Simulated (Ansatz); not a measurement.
Redistribution: C3H7FMg + C2H5BF2 → C2H5FMg + C3H7BF2

Species: C3H7FMg `C[CH](C)[Mg][F]`, singlet; C2H5BF2 (ethylidifluoroborane) `CCB(F)F`, singlet; C2H5FMg `C[CH2][Mg][F]`, singlet; C3H7BF2 (isopropyldifluoroborane) `CC(C)B(F)F`, singlet. The partners trade CH3 for H; both sit on C, so the bond types are kept.

Shapes, held fixed at every level: PBE0-D4/def2-TZVP. Programs: Ansatz 0.2.0. Electronic energies: no zero-point or thermal term.

```json
{"level": "HF/def2-TZVPP", "kind": "Hartree–Fock", "ΔE (kJ/mol)": "-7.9", "less CCSD(T)/def2-TZVPP": "-1.2"}
{"level": "r2SCAN-D4/def2-TZVPP", "kind": "meta-GGA", "ΔE (kJ/mol)": "-6.6", "less CCSD(T)/def2-TZVPP": "+0.1"}
{"level": "PBE0-D4/def2-TZVPP", "kind": "global hybrid", "ΔE (kJ/mol)": "-5.8", "less CCSD(T)/def2-TZVPP": "+0.9"}
{"level": "wB97X-V/def2-TZVPP", "kind": "range-separated hybrid", "ΔE (kJ/mol)": "-7.9", "less CCSD(T)/def2-TZVPP": "-1.2"}
{"level": "B2PLYP/def2-TZVPP", "kind": "double hybrid", "ΔE (kJ/mol)": "-5.5", "less CCSD(T)/def2-TZVPP": "+1.2"}
{"level": "MP2/def2-TZVPP", "kind": "perturbation theory", "ΔE (kJ/mol)": "-6.2", "less CCSD(T)/def2-TZVPP": "+0.5"}
{"level": "CCSD/def2-SVP", "kind": "coupled cluster or CI", "ΔE (kJ/mol)": "-5.7", "less CCSD(T)/def2-TZVPP": "+1.0"}
{"level": "CCSD(T)/def2-TZVPP", "kind": "coupled cluster or CI", "ΔE (kJ/mol)": "-6.7", "less CCSD(T)/def2-TZVPP": "0.0"}
```

The highest level, CCSD(T)/def2-TZVPP, gives ΔE = -6.7 kJ/mol; the levels span -7.9 to -5.5. The column of differences is taken from that level and isn't an error. No measured value is set beside it here. Outer-core shells of Mg are correlated in most correlated rows, in sets that cover them unevenly.

Every level favours moving the branched alkyl group from magnesium to boron, with CCSD(T) placing the exchange at -6.7 kJ/mol. The likely reason is the different polarity of the two metal–carbon bonds. Carbon attached to magnesium carries much of the bonding pair and resembles a carbanion, which an extra methyl group on that carbon tends to destabilise. The B–C bond is more covalent, and the more electron-releasing isopropyl group can better serve the electron-poor boron, whose formally empty p orbital is only partly filled by π donation from fluorine.

Hartree–Fock already gives -7.9 kJ/mol, so neither electron correlation nor dispersion is needed to produce the preference. The narrow spread fits the conservation of bond types, which lets much of the error cancel between the two sides, and it gives little basis for ranking the functionals more generally. For Grignard-type species in ether, solvent coordination and aggregation at magnesium could shift so small a balance, and the isolated molecules do not capture either effect.
